# Office hours: how wide is the locking range of an injected DFB laser?

**Student.** The textbook range is $-K\sqrt{1+\alpha^2}<\Delta\omega<K$. A master can sit on either side of the slave, so why is it lopsided?

**Lecturer.** Conventions first. Fields vary as $e^{+i\omega t}$, $\Delta\omega=\omega_{\rm master}-\omega_{\rm free}$, and $\Delta G=g(N-N_{\rm th})$ is the gain rate above its free-running value. More carriers lower the index and raise the resonance, so the linewidth enhancement factor $\alpha>0$ enters as

$$\dot E=\tfrac12(1+i\alpha)\,\Delta G\,E+\kappa\sqrt{S_{\rm inj}}\,e^{i\Delta\omega t}.$$

Put $E=\sqrt S\,e^{i(\Delta\omega t+\phi)}$, with $\phi$ the slave phase minus the master phase, and let $K=\kappa\sqrt{S_{\rm inj}/S}$. Real and imaginary parts give

$$\dot S/S=\Delta G+2K\cos\phi,\qquad \dot\phi=\tfrac{\alpha}{2}\Delta G-\Delta\omega-K\sin\phi .$$

In a steady state $\Delta G=-2K\cos\phi$, and with $\theta=\arctan\alpha$

$$\Delta\omega=-K(\sin\phi+\alpha\cos\phi)=-K\sqrt{1+\alpha^2}\,\sin(\phi+\theta).$$

**Student.** That is symmetric: $|\Delta\omega|\le K\sqrt{1+\alpha^2}$.

**Lecturer.** Correct. Each detuning has two phases, and the one that can be stable has $\cos(\phi+\theta)>0$, so $-\pi/2-\theta<\phi<\pi/2-\theta$. The upper phase limit gives $\Delta\omega=-K\sqrt{1+\alpha^2}$. Now add the demand $N\le N_{\rm th}$. It means $\cos\phi\ge0$, cuts the branch at $\phi=-\pi/2$, and there $\Delta\omega=+K$. That is your formula. At the red edge $\cos\phi=\sin\theta$: injected light depletes carriers and the resonance moves by $\alpha\Delta G/2=-K\alpha^2/\sqrt{1+\alpha^2}$. That shift is a fraction $\alpha^2/(1+\alpha^2)$ of the edge detuning, 90 % for $\alpha=3$.

**Student.** What are $\kappa$ and the $-30$ dB?

**Lecturer.** I take $\kappa=1/\tau_{\rm in}$, one injection per round trip $\tau_{\rm in}=2n_gL/c$, and $S_{\rm inj}/S=10^{-3}$ as the ratio inside the cavity, referred to the locked $S$. With typical $L=300$ µm and $n_g=3.6$, $\tau_{\rm in}=7.20$ ps, $\kappa=139$ ns$^{-1}$, $K=4.39$ ns$^{-1}$ and $K/2\pi=0.70$ GHz. At 1.55 µm, 1 GHz is 8.0 pm. For a plain facet and powers outside it, $\kappa$ gains the factor $(1-R)/\sqrt R$, which is 1.2 for a typical $R=0.32$. In a DFB the factor depends on grating strength and facet coatings.

**Student.** You treated $S$ as fixed, yet the gain changes with $\phi$.

**Lecturer.** The carriers obey $\dot N=J-\gamma_NN-(\gamma_p+\Delta G)S$. With the relaxation frequency $\Omega^2=g\gamma_pS$, linearising gives $\delta S/S=-\Delta G\,(1/\gamma_p+\gamma_N/\Omega^2)$. Take typical $\gamma_p=500$ ns$^{-1}$, $\gamma_N=1$ ns$^{-1}$ and $f_R=5$ GHz, so $\Omega=31.4$ ns$^{-1}$. For $|\Delta G|\le2K$ the change is at most 2.6 %, or 1.3 % in $K$ if the ratio is referred to the free-running power.

**Student.** Then my real objection. Why must $N$ stay below threshold? It sounds like a slogan.

**Lecturer.** The argument is that with $\Delta G>0$ something else starts to lase. That something may be another mode. For $\alpha=3$ the largest excess on the branch, at the blue end, is $2K\sin\theta=8.3$ ns$^{-1}$. Dividing by the group velocity gives 1.0 cm$^{-1}$, or $\Delta g\,L=0.030$. A Fabry–Perot laser has side modes typically closer to threshold than that, so there the cut is sensible. A good DFB has a typical margin of several tenths in $gL$, and its side modes stay dark.

**Student.** And the slave's own mode?

**Lecturer.** It is the field $E$ itself, so linear stability decides. For $s=\delta S/S$, $\delta\phi$ and $n=\delta G$:

$$\begin{aligned}\dot s&=-K\cos\phi\;s-2K\sin\phi\;\delta\phi+n\\ \dot{\delta\phi}&=\tfrac K2\sin\phi\;s-K\cos\phi\;\delta\phi+\tfrac\alpha2n\\ \dot n&=-\Omega^2s-\Gamma n\end{aligned}$$

Here $\Gamma=\gamma_N+gS$, and $\Delta G$ is dropped beside $\gamma_p$ in $\Omega^2$. The characteristic polynomial $\lambda^3+a_2\lambda^2+a_1\lambda+a_0$ has

$$a_2=\Gamma+2K\cos\phi,\quad a_1=\Omega^2+K^2+2K\Gamma\cos\phi,\quad a_0=\Gamma K^2+\Omega^2K(\cos\phi-\alpha\sin\phi).$$

The Routh–Hurwitz conditions are $a_2>0$, $a_0>0$ and $a_2a_1>a_0$. For $\Omega\gg K,\Gamma$ the condition $a_0>0$ is $\cos(\phi+\theta)>0$, the branch choice I made. The last condition reads

$$\Gamma+K(\cos\phi+\alpha\sin\phi)+\frac{2K\cos\phi\,(K^2+\Gamma^2+2K\Gamma\cos\phi)}{\Omega^2}>0 .$$

Without the third term this is the net damping of the relaxation oscillation. Gain compression adds a rate $-\gamma_\epsilon s$ to $\dot s$. It adds to $a_2$ and leaves the $\Omega^2$ terms of $a_1$ and $a_0$ alone, so at leading order $\Gamma$ is the total damping of the free-running modulation response.

**Student.** Nothing special happens at $\phi=-\pi/2$.

**Lecturer.** Nothing. Since $\cos\phi+\alpha\sin\phi=\sqrt{1+\alpha^2}\cos(\phi-\theta)$, the damping stays positive everywhere if $\Gamma>K\sqrt{1+\alpha^2}$, and the full symmetric range locks. Otherwise, for $\alpha>1$, it vanishes at $\phi_H=\theta-\pi/2-\beta$ with $\sin\beta=\Gamma/(K\sqrt{1+\alpha^2})$. That is a Hopf bifurcation to undamped oscillation near $f_R$, at $\Delta\omega_H=K\sqrt{1+\alpha^2}\cos(2\theta-\beta)$, or

$$\Delta\omega_H=\frac{2\alpha\Gamma-(\alpha^2-1)\sqrt{K^2(1+\alpha^2)-\Gamma^2}}{1+\alpha^2}.$$

**Student.** Show me devices.

**Lecturer.** Keep the cavity and the ratio fixed. For damping use $\Gamma=\mathcal Kf_R^2+\gamma_N$ with a typical $\mathcal K=0.2$ ns: 6 ns$^{-1}$ at 5 GHz and 21 ns$^{-1}$ at 10 GHz. Approximate $\alpha$ values are 5 for bulk InGaAsP and 3 for strained quantum wells. The value 1.5 is illustrative of a low-$\alpha$ medium such as quantum dashes near threshold, and 0 is a reference. All detunings are the model's, as $\Delta\omega/2\pi$ in GHz, and widths come from unrounded edges.

| Gain medium, bias | $\alpha$ | $\Gamma$ (ns$^{-1}$) | red edge | $N=N_{\rm th}$ | stable up to | stable width |
|---|---|---|---|---|---|---|
| reference, 5 GHz | 0 | 6 | $-0.70$ | $+0.70$ | $+0.7$ | 1.4 |
| low-$\alpha$, 5 GHz | 1.5 | 6 | $-1.26$ | $+0.70$ | $+0.6$ (Hopf) | 1.8 |
| strained wells, 5 GHz | 3 | 6 | $-2.21$ | $+0.70$ | $-1.0$ (Hopf) | 1.2 |
| bulk, 5 GHz | 5 | 6 | $-3.56$ | $+0.70$ | $-2.8$ (Hopf) | 0.8 |
| strained wells, 10 GHz | 3 | 21 | $-2.21$ | $+0.70$ | $+2.2$ | 4.4 |

**Student.** Why only one decimal in the stable columns?

**Lecturer.** The dropped third term. For the wells at 5 GHz it is 0.6 ns$^{-1}$, a tenth of $\Gamma$. Keeping it moves the edge from $-1.0$ to $-0.9$ GHz, and the result is $-0.9$ GHz again if half of $\Gamma$ is assigned to compression.

**Student.** The textbook width grows with $\alpha$, but the stable width rises and then falls.

**Lecturer.** Read it from the two combinations. The detuning is set by $\sin\phi+\alpha\cos\phi$ and the damping by $\cos\phi+\alpha\sin\phi$. The red edge scales as $\sqrt{1+\alpha^2}$ because it rides on the carrier-induced shift of the resonance. The $N=N_{\rm th}$ point has no carrier change, so $\alpha$ drops out and that column is constant. At the red edge $\phi=\pi/2-\theta>0$ and injection adds damping. Tuning blue makes $\sin\phi$ negative, and $\alpha K\sin\phi$ then subtracts damping. For large $\alpha$, $2\theta\approx\pi-2/\alpha$ and $\beta\approx\Gamma/(K\alpha)$, so the width $K\sqrt{1+\alpha^2}\,[1+\cos(2\theta-\beta)]$ tends to

$$\frac{(2K+\Gamma)^2}{2K\alpha},$$

which falls as $1/\alpha$ and gives 0.8 GHz for the bulk row. For small $\alpha$, while $K\sqrt{1+\alpha^2}<\Gamma$, the width is $2K\sqrt{1+\alpha^2}$ and grows. The maximum lies between.

**Student.** And the last row exceeds the textbook range.

**Lecturer.** There $\Gamma=21$ ns$^{-1}$ beats $K\sqrt{10}=13.9$ ns$^{-1}$, so the model locks out to $+2.2$ GHz with $N$ slightly above threshold. One intermediate case exists. At the blue end of the branch the damping is $\Gamma-2K\sin\theta$, so for $2K\sin\theta<\Gamma<K\sqrt{1+\alpha^2}$ a second stable window opens there, beyond an oscillating gap. In the three Hopf rows $2K\sin\theta$ runs from 7.3 to 8.6 ns$^{-1}$, above $\Gamma$, so no such window appears.

**Student.** What should I trust in the lab?

**Lecturer.** The red edge and its scaling, $\kappa\sqrt{S_{\rm inj}/S}\sqrt{1+\alpha^2}$. Its absolute value is the model's. The coupling factor of a real DFB can typically differ from one by about a factor of two either way, and fibre coupling loss separates the ratio on the bench from the internal one. Both rescale $K$, hence the red edge linearly, and they also move the Hopf edge through $\Gamma/K$. Spontaneous-emission noise, which I omitted, trims both edges. On the blue side, $+K$ marks where the carrier density crosses threshold. Whether the locked output is steady there depends on the sign of $\Gamma-\alpha K$, the damping at $\phi=-\pi/2$. For $\alpha=3$, $\alpha K=13.2$ ns$^{-1}$, so the same model laser oscillates at that detuning at the lower bias and is locked at the higher one.